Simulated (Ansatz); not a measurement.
## LaS: the change of phonon entropy and phonon heat capacity with temperature

Results calculated with Ansatz 0.2.0, not measured. Harmonic phonon free energy (zero-point part included), entropy and heat capacity at constant volume from interpolated force constants; periodic cell, basis, potentials, k mesh and filling as listed.

Structure of every row (space group Fm-3m, No. 225):
```
cell vectors (Å)
   0.0000     2.9270     2.9270
   2.9270     0.0000     2.9270
   2.9270     2.9270     0.0000
atoms (fractions of the cell vectors)
La  0.00000  0.00000  0.00000
S   0.50000  0.50000  0.50000
```

Settings of every row: functional r2SCAN; dispersion none; potentials PAW; wave cutoff 462.59 eV; density cutoff 1850.4 eV; k mesh 10x10x10; k shift 0x0x0; occupations methfessel paxton; smearing width 0.1 eV; spin none; phonon method finite displacements; phonon supercell 2x2x2; dipole term of polar modes left out.

Limits: coarse k mesh, up to 40 meV an atom off; cutoff under the advised one; volume not checked for rest.

```csv
row,temperature (K),phonon entropy (k_B/atom),phonon heat capacity (k_B/atom),phonon free energy (meV/atom)
1,160,2.386,2.394,18.11
2,240,3.424,2.697,-2.09
3,320,4.22,2.822,-28.55
4,400,4.857,2.884,-59.91
5,480,5.386,2.918,-95.26
6,560,5.837,2.939,-133.99
7,640,6.231,2.953,-175.61
8,720,6.579,2.963,-219.79
9,800,6.892,2.97,-266.25
10,880,?,?,?
11,960,7.434,2.979,-365.12
```

Question: what phonon entropy and phonon heat capacity should row 10 give?

Worked fit of phonon entropy. Entropy rises as the heat capacity times the change of ln T, so take t = ln(T / 300 K). The shown rows have t = -0.6286, -0.2231, 0.0645, 0.2877, 0.47, 0.6242, 0.7577, 0.8755, 0.9808, 1.1632. Least squares give phonon entropy = 4.052 + 2.75857 × t + 0.13872 × t² k_B/atom; a straight line predicts inner rows, each left out in turn, worse (root mean square 0.035 against 0.012 k_B/atom). The rows lie off it by 0.013, -0.019, -0.011, 0.000, 0.007, 0.009, 0.009, 0.006, 0.001, -0.014 (root mean square 0.01 k_B/atom), a smooth pattern that one more power would take up: the form is only approximate. The slope at t = 0, 2.76 k_B/atom, estimates the heat capacity at 300 K. The withheld row has t = 1.0761, so the fit gives 4.052 + 2.75857 × (1.0761) + 0.13872 × (1.0761)² = 7.181 k_B/atom.

The calculation gave 7.175 k_B/atom. The fit lies 0.006 k_B/atom (0.12 % of the column's range) above it; its largest miss of a shown row is 0.019 k_B/atom.

Worked fit of phonon heat capacity. At high temperature a harmonic heat capacity falls short of its limit by a term in 1/T², so take t = (100 K / T)². The shown rows have t = 0.39062, 0.17361, 0.09766, 0.0625, 0.0434, 0.03189, 0.02441, 0.01929, 0.01562, 0.01085. Least squares give phonon heat capacity = 2.999 − 1.8969 × t + 0.8912 × t² k_B/atom; a straight line predicts inner rows, each left out in turn, worse (root mean square 0.011 against 0.00052 k_B/atom). All shown rows lie on it to the printed digit. The constant, 2.999 k_B/atom, is to be held against the harmonic limit of 3 k_B an atom. The withheld row has t = 0.01291, so the fit gives 2.999 − 1.8969 × (0.01291) + 0.8912 × (0.01291)² = 2.975 k_B/atom.

The calculation gave 2.975 k_B/atom. The fit meets it to the printed digit.

The other values of row 10: phonon free energy -314.75 meV/atom.
